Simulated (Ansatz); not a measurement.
## A series in volume scale on Pb

All results are calculated (Ansatz 0.2.0). Periodic Kohn-Sham DFT of a crystal at fixed atoms, scaled to volume_scale times the given cell; pressure positive in compression, energy less spherical unpolarised free atoms, largest_vzz the field gradient of largest size among the nuclei.

The cell before it is scaled or strained (space group Fm-3m, No. 225):
```
CELL_PARAMETERS angstrom
0.00000 2.52050 2.52050
2.52050 0.00000 2.52050
2.52050 2.52050 0.00000
ATOMIC_POSITIONS crystal
Pb 0.00000 0.00000 0.00000
```

Settings of every row: method frozen-core PAW; functional PBE; relativity scalar; k mesh 13x13x13; filling fermi-dirac; smearing width 0.05 eV; wave cutoff 420 eV; paw set soft_2.

Atom start moment: 0 on all atoms.

Limits: no spin-orbit coupling on heavy atoms.

| row | volume scale | V (Å³/atom) | pressure (GPa) |
| --- | --- | --- | --- |
| 1 | 0.9405 | 30.12 | 2.753 |
| 2 | 0.97 | 31.064 | ? |
| 3 | 1 | 32.024 | 0.004 |
| 4 | 1.03 | 32.986 | -1.049 |
| 5 | 1.06 | 33.947 | -1.936 |

Question: what pressure should row 2 give?

Worked fit of pressure. Take u = (V_r/V)^(2/3) − 1 with V_r = 32.505 Å³ an atom, which is twice the finite (Eulerian) strain; such expansions in the strain, on which the Birch-Murnaghan equation of state is built, carry the rest volume and the bulk modulus. The shown rows have u = 0.05212, 0.00999, -0.00975, -0.02852. Least squares give pressure = −0.5476 + 53.806 × u + 182.43 × u² GPa; a straight line predicts inner rows, each left out in turn, worse (root mean square 0.18 against 0.012 GPa). The rows lie off it by 0.001, -0.004, 0.006, -0.002 (root mean square 0.0038 GPa). The pressure vanishes at u = 0.0098, or V = 32.03 Å³ an atom, and there the bulk modulus at fixed shape and fractions is B = −V dP/dV = (2/3)(1 + u) dP/du = 38.6 GPa. The withheld row has u = 0.03069, so the fit gives −0.5476 + 53.806 × (0.03069) + 182.43 × (0.03069)² = 1.276 GPa.

The calculation gave 1.267 GPa. The fit lies 0.009 GPa (0.19 % of the column's range) above it; its largest miss of a shown row is 0.006 GPa.
